Suppose a computed band gap is to decide whether a GaP layer lets red light through. The five functionals compared here cannot settle that question, whichever is chosen. They place the absorption edge between the near infrared and the deep red, whereas real GaP starts to absorb in the green, at roughly 2.3 eV (a recalled value). The useful decision is therefore whether to leave this class of functional.

Ansatz 0.2.0, plane-wave DFT with PAW potentials: GaP in one fixed two-atom cell (primitive edges 3.854 Å), without spin polarization. Wave cutoff 420 eV, Γ-centred 7×7×7 k mesh, fixed occupations; the gap is taken between the highest filled and lowest empty levels at the mesh points.

```tsv
functional	gap on mesh (eV)
LDA	1.437
PBE	1.591
revPBE	1.659
RPBE	1.686
BLYP	1.706
```

The gap on mesh, which is the distance between the highest filled and the lowest empty level at the sampled k points, rises from LDA to BLYP by 0.27 eV, with the same fixed cell in every row. Even the largest value remains about 0.6 eV below the rough measured gap, more than twice the whole spread. Replacing LDA by PBE recovers 0.15 eV, and each later step brings less than the one before. For a purpose that needs the gap to 0.1 eV, every row fails.

**Why stronger gradient exchange opens the gap**

LDA takes the exchange energy at each point from a uniform electron gas of the local density. The other four functionals also use the density gradient. Their exchange energy is the uniform-gas value times an enhancement factor $F(s)$, where $s$ is the gradient measured against the density and its own length scale. In LDA $F=1$; in the others $F$ grows with $s$ over the range that matters in a solid, so an uneven density gains more exchange energy than a smooth one.

This reward for unevenness changes the potential that each electron feels. An electron added where the density already peaks sharpens the contrast and increases the gain, so the potential there becomes deeper. An electron added in a hollow of the density smooths the contrast and loses part of the gain, so the potential there becomes higher. States in the two regions are pushed apart.

In GaP the two band edges live in such different regions. The valence top is built mainly from phosphorus p orbitals that point into the bonds, where the valence density is high. The lowest sampled conduction state lies near the zone boundary point X in the PBE and RPBE runs, the only two for which the valley was identified. Such a state has much of its weight in the open interstices of the zinc-blende structure. Stronger gradient exchange should therefore raise the conduction edge relative to the valence edge. This is an argument from the general shape of the states; the lowest gaps agree with it but do not map the potential in space. Nor is it complete. From PBE to RPBE the lowest conduction state at the zone centre, which is largely s-like and centred on the atoms, rises even more against the valence top than the state near X does. The contrast between bonds and hollows therefore cannot be the whole cause.

**A test within one family**

PBE, revPBE and RPBE allow a sharper test, because they share the same correlation and differ only in exchange. Their factors begin alike, as $F = 1+\mu s^2 - c\,s^4$ with the same constant $\mu$, and first differ in $c$. For PBE and revPBE $c=\mu^2/\kappa$, where $\kappa$ sets the upper limit of $F$ and equals 0.804 and 1.245, respectively. RPBE keeps the $\kappa$ of PBE, but its exponential form halves $c$.

A smaller $c$ means stronger exchange in uneven regions. The gradient vanishes at the very top of a density peak and at the bottom of a hollow, so the change in $c$ acts directly on the potential only along the slopes around those points. The picture of peaks and hollows therefore does not tell which way this change moves the gap, but the test needs only proportionality. For a small change of functional, the direct shift of the gap is proportional to the change in $c$, and so is the part that comes from the response of the electron density. The unknown common factor cancels from a ratio of two gap steps:

$$\frac{E_g(\mathrm{revPBE})-E_g(\mathrm{PBE})}{E_g(\mathrm{RPBE})-E_g(\mathrm{PBE})}\approx\frac{1/0.804-1/1.245}{1/0.804-1/(2\times0.804)}\approx0.71$$

Here $E_g$ is the gap. The step from PBE to RPBE is 0.095 eV, so revPBE should lie $0.71\times0.095\approx0.067$ eV above PBE. The table has 0.068 eV. The RPBE step served as input, and revPBE is the row being predicted. One agreement of this kind supports the picture of a small, common change in exchange, though the expansion is reliable only for moderate $s$; the printed output shows how the ratio drifts when $s$ is large.

The same picture does not extend back to LDA. If the gap simply followed the size of $F$ at some typical $s$, the step from PBE to RPBE could be at most 0.30 of the step from LDA to PBE, but the table gives 0.62. Going from LDA to PBE also switches on gradient correlation, which opposes gradient exchange where the density varies slowly. That could hold the first step down, but the potential also depends on the slope of $F$, and these gaps do not separate the two causes.

**What the small steps are worth**

From revPBE to RPBE the gap grows by 0.03 eV, and from RPBE to BLYP by 0.02 eV. The mesh does not contain X, close to which the true conduction minimum is known to lie. A crude parabola through the sampled points puts the resulting error at the order of 0.01 eV for both PBE and RPBE, so it nearly cancels between them. The lead of BLYP over RPBE is too small to guide a choice, and since BLYP changes exchange and correlation together, it cannot be credited to either.

A change of functional is not quite a rigid shift of the conduction band. From PBE to RPBE the gap to the valley near X opens by 0.10 eV, but the direct gap at the zone centre opens by 0.13 eV. A constant that carries the lowest PBE gap to its RPBE value would therefore miss the direct RPBE gap by about 0.03 eV. How well a constant fitted to the measured lowest gap would serve the direct one is not tested here. A mismatch of 0.03 eV is harmless for a rough absorption edge, but it matters when the spacing between valleys is itself the target.

**What closes the rest, and at what price**

Much of the remaining shortfall has a well-known origin. A true gap is the cost of removing one electron and adding another elsewhere. When an electron is added, the exact exchange-correlation potential jumps by a constant, and the level difference of a semilocal calculation lacks this jump. Spin-orbit coupling and zero-point motion are also left out, but both would lower the computed gaps and widen the shortfall.

Within the semilocal class, cost is no reason to prefer one row: the gradient adds little to the work on the orbitals. A hybrid functional mixes in Fock exchange, which treats filled and empty states differently and usually opens the gap. Its exchange term runs over pairs of k points, so doubling their number roughly quadruples that part of the work, while a semilocal calculation only doubles. A GW calculation, which computes the energies of adding and removing electrons more directly, generally costs more still.

A workable rule for GaP follows. Choose the semilocal functional for the structure or energies it must deliver. When methods are compared for their gaps, keep the cell fixed, so that a change of volume is not mistaken for an effect of the method. When the gap itself must be right to 0.1 eV, spend the effort on a hybrid or GW calculation and check it against a measured gap, because moving from PBE to BLYP gains only about 0.1 eV of the 0.7 eV that PBE lacks.

Output of the analysis:

```
Gap and shortfall:
     row  gap in eV  step from row above in eV  shortfall from rough 2.3 eV  shortfall in percent
     LDA      1.437                        n/a                        0.863                 37.52
     PBE      1.591                      0.154                        0.709                 30.83
  revPBE      1.659                      0.068                        0.641                 27.87
    RPBE      1.686                      0.027                        0.614                  26.7
    BLYP      1.706                       0.02                        0.594                 25.83
Spread of the five gaps in eV: 0.269
Spread over smallest shortfall: 0.4529
Step PBE to RPBE in eV: 0.095
Step PBE to revPBE as fraction of step PBE to RPBE in table: 0.7158
Same fraction from the fourth-order terms: 0.7084
Step PBE to revPBE predicted from step PBE to RPBE in eV: 0.0673
Fraction from full factors at s 0.25: 0.7087
Fraction from full factors at s 2: 0.8311
Step PBE to RPBE over step LDA to PBE in table: 0.6169
Largest such ratio from the enhancement at any one s: 0.2984
Opening PBE to RPBE of gap to near X in eV: 0.09554
Opening PBE to RPBE of gap to near L in eV: 0.09734
Opening PBE to RPBE of gap at Gamma in eV: 0.13
Order of mesh miss for PBE in eV: 0.007647
Order of mesh miss for RPBE in eV: 0.007017
```
